\section*{Worked problem: pinning factor and effective work function of metal gates on HfO$_2$}

\subsection*{Statement}

A metal gate lies on HfO$_2$, which lies on a thin SiO$_2$ interlayer on p-type Si at $T=300$~K. Each $\phi$ is an energy in eV counted downward from the local vacuum level, and $e>0$ is the elementary charge. The effective work function $\phi_{\rm eff}$ is the depth of the metal Fermi level below the vacuum level of the HfO$_2$ at its upper face. The HfO$_2$ carries gap states of constant density $D$ per area and energy. They lie in a plane a distance $\delta$ from the metal, are in equilibrium with the metal, and are neutral when filled up to the charge neutrality level $\phi_{\rm CNL}$. The layer between the plane and the metal has permittivity $\varepsilon_i=\kappa_i\varepsilon_0$.

\emph{Assumed interface inputs:} $D=5.0\times10^{13}$~cm$^{-2}$eV$^{-1}$, $\delta=0.20$~nm, $\kappa_i=2.0$, $\phi_{\rm CNL}=4.70$~eV. The first three were chosen so that the pinning factor comes out near 0.5, a typical value for HfO$_2$, so part (a) is no test of the model.

\emph{Typical material inputs:} vacuum work functions $\phi_M$ of Hf 3.90, Al 4.28, W 4.55, Ni 5.15 and Pt 5.65~eV; for Si, $\chi=4.05$~eV, $E_g=1.12$~eV, $n_i=1.0\times10^{10}$~cm$^{-3}$; static $\kappa$ of 20 for HfO$_2$ and 3.9 for SiO$_2$.

\emph{Assumed stack inputs:} $N_A=1.0\times10^{17}$~cm$^{-3}$, intrinsic level at midgap, no oxide charge and no dipole below the gap-state plane except in parts (e) and (f).

\begin{enumerate}
\item[(a)] Find the pinning factor $S={\rm d}\phi_{\rm eff}/{\rm d}\phi_M$.
\item[(b)] Find $\phi_{\rm eff}$, the interface step, the gap-state charge and $V_{\rm FB}$ for each metal.
\item[(c)] Which $\phi_M$ place $\phi_{\rm eff}$ at the two Si band edges?
\item[(d)] How small must $D$ be for the pair Hf and Pt to reach both edges?
\item[(e)] What fixed dipole step brings Hf to the conduction band edge if it sits at the metal, and what if it sits at the HfO$_2$/SiO$_2$ interface? For the latter, assume sheets of charge $\pm eN_d$ spaced $d=0.20$~nm in a medium with $\kappa_d=4.0$.
\item[(f)] Find the shift of $V_{\rm FB}$ from an assumed sheet of $1.0\times10^{13}$~cm$^{-2}$ oxygen vacancies of charge $+2e$, lying $x=1.0$~nm below the gap-state plane inside the HfO$_2$.
\end{enumerate}

\subsection*{Why the formula holds}

The argument is that of Cowley and Sze (1965) for Schottky barriers, applied at flat band. If the Fermi level lies below the neutrality level, $\phi_{\rm eff}>\phi_{\rm CNL}$, the states between the two are empty and the plane is positive:
\begin{equation}
\sigma=eD\,(\phi_{\rm eff}-\phi_{\rm CNL}).
\label{eq:charge}
\end{equation}
Thermal smearing leaves this unchanged as long as $D$ is constant over many $k_BT$ on both sides of the Fermi level. Let $\sigma_G$ be the displacement in the HfO$_2$ just below the plane, which equals the total charge per area on metal and plane. The metal then holds $\sigma_G-\sigma$. By Gauss's law this charge sets the field in the thin layer, and the vacuum level steps on crossing it:
\begin{equation}
\phi_{\rm eff}=\phi_M+\frac{e\,(\sigma_G-\sigma)\,\delta}{\varepsilon_i}.
\label{eq:step}
\end{equation}
The sign follows because a positive plane facing a negative metal lowers the electron energy on the dielectric side. Inserting Eq.~(\ref{eq:charge}) gives $(1+a)\,\phi_{\rm eff}=\phi_M+a\,\phi_{\rm CNL}+e\sigma_G\delta/\varepsilon_i$ with $a=e^2D\delta/\varepsilon_i$, hence
\begin{equation}
\phi_{\rm eff}=\phi_{\rm CNL}+S\,(\phi_M-\phi_{\rm CNL})+\frac{e\sigma_G}{C_{\rm int}},
\label{eq:phieff}
\end{equation}
\begin{equation}
S=\frac{1}{1+e^2D\delta/\varepsilon_i},\qquad
C_{\rm int}=\frac{\varepsilon_i}{\delta}+e^2D .
\label{eq:S}
\end{equation}
At flat band in a charge-free stack $\sigma_G=0$ and the last term of Eq.~(\ref{eq:phieff}) drops out. For $D\to0$, $S=1$ and $\phi_{\rm eff}=\phi_M$. For $D\to\infty$, $S=0$ and every metal is pinned at $\phi_{\rm CNL}$.

\subsection*{Solution}

\paragraph{(a) Pinning factor.} The quantity $a$ is a ratio of two capacitances per area. With $D$ per eV, one factor $e$ converts eV to V, so $e^2D$ is evaluated as $e$ in C times $D=5.0\times10^{17}$~m$^{-2}$V$^{-1}$:
\begin{equation}
e^2D=8.01~\mu{\rm F/cm^2},\qquad
\frac{\varepsilon_i}{\delta}=\frac{2.0\,\varepsilon_0}{0.20~{\rm nm}}=8.85~\mu{\rm F/cm^2},
\end{equation}
\begin{equation}
a=\frac{8.01}{8.85}=0.905,\qquad S=\frac{1}{1.905}=0.525 .
\end{equation}
The third figure is carried for the arithmetic only. The density at which $S=1/2$ is $D_0=\varepsilon_i/(e^2\delta)=5.53\times10^{13}$~cm$^{-2}$eV$^{-1}$, and $a=D/D_0$.

\paragraph{(b) The five metals.} With $k_BT=0.02585$~eV the substrate work function is
\begin{equation}
\phi_S=\chi+\frac{E_g}{2}+k_BT\ln\frac{N_A}{n_i}=(4.61+0.417)~{\rm eV}=5.03~{\rm eV},
\end{equation}
and $V_{\rm FB}=(\phi_{\rm eff}-\phi_S)/e$. The interface step is $\phi_{\rm eff}-\phi_M=-(1-S)(\phi_M-\phi_{\rm CNL})$ with $1-S=0.475$. For Pt, $\phi_{\rm eff}=4.70~{\rm eV}+0.525\times0.95~{\rm eV}=5.20$~eV.

\begin{center}
\begin{tabular}{lccccc}
\hline
Metal & $\phi_M$ (eV) & $\phi_{\rm eff}$ (eV) & step (eV) & $\sigma/e$ ($10^{13}$ cm$^{-2}$) & $V_{\rm FB}$ (V)\\
\hline
Hf & 3.90 & 4.28 & 0.38 & $-2.1$ & $-0.75$\\
Al & 4.28 & 4.48 & 0.20 & $-1.1$ & $-0.55$\\
W  & 4.55 & 4.62 & 0.07 & $-0.4$ & $-0.41$\\
Ni & 5.15 & 4.94 & $-0.21$ & 1.2 & $-0.09$\\
Pt & 5.65 & 5.20 & $-0.45$ & 2.5 & 0.17\\
\hline
\end{tabular}
\end{center}

Every metal is pulled toward 4.70~eV, and the vacuum range of 1.75~eV shrinks to 0.92~eV. The charge transfer is small: spread over a typical $10^{15}$ interface sites per cm$^2$, the Pt entry is 0.025 electron charges per site. A plot of $eV_{\rm FB}$ against $\phi_M$ has slope $S$, provided the rest of the stack is the same for all metals.

\paragraph{(c) Band-edge metals.} The targets are $\chi=4.05$~eV for the nMOS gate and $\chi+E_g=5.17$~eV for the pMOS gate. Inverting Eq.~(\ref{eq:phieff}) at $\sigma_G=0$,
\begin{equation}
\phi_M^{n}=4.70~{\rm eV}-\frac{0.65~{\rm eV}}{0.525}=(4.70-1.238)~{\rm eV}=3.462~{\rm eV},
\end{equation}
\begin{equation}
\phi_M^{p}=4.70~{\rm eV}+\frac{0.47~{\rm eV}}{0.525}=(4.70+0.895)~{\rm eV}=5.595~{\rm eV}.
\end{equation}
The neutrality level cancels in the difference:
\begin{equation}
\phi_M^{p}-\phi_M^{n}=\frac{E_g}{S}=E_g\left(1+\frac{D}{D_0}\right)=2.133~{\rm eV}.
\label{eq:span}
\end{equation}
The last decimals are shown so that the differences add up. The model's answer is about 3.5 and 5.6~eV, with a span of 2.1~eV. Pt passes the valence band edge by 0.03~eV in $\phi_{\rm eff}$, while Hf stops 0.23~eV short of the conduction band edge. Only the product $D\delta/\kappa_i$ enters $S$. Halving it gives $S=0.69$ and a span of 1.63~eV, and doubling it gives $S=0.36$ and 3.15~eV. This sensitivity outweighs all rounding above.

\paragraph{(d) Tolerable state density.} Equation~(\ref{eq:span}) requires $S\ge1.12/1.75=0.64$, that is $D\le D_0(1/S-1)=3.1\times10^{13}$~cm$^{-2}$eV$^{-1}$. This is necessary and not sufficient. At $S=0.64$ the two metals give 4.19 and 5.31~eV, a window of the right width that lies 0.14~eV too deep. Each edge sets its own condition:
\begin{equation}
S\ge\frac{0.65~{\rm eV}}{0.80~{\rm eV}}=0.81\ \ ({\rm Hf}),\qquad
S\ge\frac{0.47~{\rm eV}}{0.95~{\rm eV}}=0.49\ \ ({\rm Pt}).
\end{equation}
The Hf condition governs and gives $D\le1.3\times10^{13}$~cm$^{-2}$eV$^{-1}$. The span fixes how far apart the metals must be, and $\phi_{\rm CNL}$ fixes where the pair must sit.

\paragraph{(e) Where to put a dipole.} A fixed step between the metal and the gap-state plane adds to $\phi_M$ in Eq.~(\ref{eq:step}). The states respond to it, and only the fraction $S$ survives. Hf then needs $-0.23~{\rm eV}/0.525=-0.44$~eV. A neutral dipole at the HfO$_2$/SiO$_2$ interface produces no field outside itself, leaves $\sigma_G=0$, and shifts the work function seen from the silicon in full, so $-0.23$~eV is enough. Its magnitude is $e^2N_dd/(\kappa_d\varepsilon_0)$, so
\begin{equation}
N_d=\frac{\kappa_d\varepsilon_0\,(0.23~{\rm V})}{e\,d}=2.5\times10^{13}~{\rm cm^{-2}},
\end{equation}
with the positive sheet on the SiO$_2$ side. This is as large as the gap-state charges in the table, so an unintended dipole at the lower interface rivals the pinning shift. Because the gap states do not screen a dipole at that place, it is an efficient handle on the threshold voltage. Caps containing La or Al are used to form such dipoles, typically lowering and raising the effective work function respectively.

\paragraph{(f) Charge inside the dielectric.} The sheet carries $Q=2e\times1.0\times10^{13}~{\rm cm^{-2}}=3.20~\mu$C/cm$^2$. At flat band the field below it vanishes, so $\sigma_G=-Q$. The potential drops across the interface capacitance $C_{\rm int}=16.9~\mu$F/cm$^2$ and across the HfO$_2$ slab, for which $20\,\varepsilon_0/x=17.7~\mu$F/cm$^2$:
\begin{equation}
\Delta V_{\rm FB}=-\frac{Q}{C_{\rm int}}-\frac{Qx}{20\,\varepsilon_0}=-(0.19+0.18)~{\rm V}=-0.37~{\rm V}.
\end{equation}
For Pt this moves the work function extracted from $V_{\rm FB}$ from 5.20 to 4.83~eV, a change comparable with the pinning step of $-0.45$~eV. Positive vacancies are expected to form most readily under high work function metals during anneals, since their electrons can drop to a deep Fermi level. The shift then depends on the metal and flattens the plot of $V_{\rm FB}$ against $\phi_M$, so the slope is smaller than the $S$ of Eq.~(\ref{eq:S}). The table therefore gives the model's values for a charge-free stack, and annealed pMOS gates typically fall nearer midgap. The same term $e\sigma_G/C_{\rm int}$ acts under gate bias as a capacitance in series with the oxide. In this model it equals $3.9\,\varepsilon_0/C_{\rm int}=0.20$~nm of SiO$_2$, which a $C$--$V$ extraction counts as part of the equivalent oxide thickness.